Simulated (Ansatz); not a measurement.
# Y: pressure and energy change per atom against volume scale

Results calculated with Ansatz 0.2.0, not measured. Plane-wave DFT, scalar-relativistic PAW made under PBE with cores redone for the functional, no dispersion; the given relaxed cell is scaled uniformly, energy at zero smearing counts from the unscaled cell, pressure at the given Fermi-Dirac smearing is positive in compression.

The cell before it is scaled or strained (space group P6_3/mmc, No. 194):
```
cell vectors (Å)
   3.4889     0.0000     0.0000
  -1.7445     3.0215     0.0000
   0.0000     0.0000    11.2192
atoms (fractions of the cell vectors)
Y   0.00000  0.00000  0.00000
Y   1.00000  0.00000  0.50000
Y   0.33333  0.66667  0.25000
Y   0.66667  0.33333  0.75000
```

Settings of every row: spin polarised no; functional LDA; wave cutoff 420 eV; smearing width 0.1 eV; k mesh 12x12x4.

Atom starting moment: 0 on all atoms.

Limits: the cell comes from a prototype or a list of computed structures and needn't be the stable phase.

```csv
row,volume scale,V (Å³/atom),pressure (GPa),energy change per atom (meV)
1,0.88,26.019,7.03,67.46
2,0.92,27.202,4.28,27.25
3,0.96,28.385,1.97,5.74
4,1.04,30.75,?,?
5,1.08,31.933,-3.02,26.37
6,1.12,33.115,-4.2,54.67
```

Question: what pressure and energy change per atom should row 4 give?

Worked fit of pressure. Take u = (V_r/V)^(2/3) − 1 with V_r = 28.385 Å³ an atom, which is twice the finite (Eulerian) strain; such expansions in the strain, on which the Birch-Murnaghan equation of state is built, carry the rest volume and the bulk modulus. The shown rows have u = 0.05974, 0.02879, 0, -0.07552, -0.09765. Least squares give pressure = 1.97 + 76.48 × u + 136.7 × u² GPa; a straight line predicts inner rows, each left out in turn, worse (root mean square 0.36 against 0.008 GPa). The rows lie off it by 0.00, -0.01, 0.00, 0.01, -0.01. The pressure vanishes at u = -0.0271, or V = 29.58 Å³ an atom, and there the bulk modulus at fixed shape and fractions is B = −V dP/dV = (2/3)(1 + u) dP/du = 44.8 GPa. Letting shape and atoms relax would as a rule lower it, by much in layered, chain or molecular crystals. The withheld row has u = -0.05195, so the fit gives 1.97 + 76.48 × (-0.05195) + 136.7 × (-0.05195)² = -1.63 GPa.

The calculation gave -1.63 GPa. The fit meets it to the printed digit.

Worked fit of energy change per atom. Take u = (V_r/V)^(2/3) − 1 with V_r = 28.385 Å³ an atom, which is twice the finite (Eulerian) strain; such expansions in the strain, on which the Birch-Murnaghan equation of state is built, carry the rest volume and the bulk modulus. The shown rows have u = 0.05974, 0.02879, 0, -0.07552, -0.09765. Least squares give energy change per atom = 5.689 + 455.27 × u + 9756.3 × u² meV; a straight line predicts inner rows, each left out in turn, worse (root mean square 26 against 0.66 meV). The rows lie off it by -0.25, 0.37, 0.05, -0.58, 0.41 (root mean square 0.38 meV). The withheld row has u = -0.05195, so the fit gives 5.689 + 455.27 × (-0.05195) + 9756.3 × (-0.05195)² = 8.37 meV.

The calculation gave 7.57 meV. The fit lies 0.80 meV (11 % of the value, 1.3 % of the column's range) above it; its largest miss of a shown row is 0.58 meV.
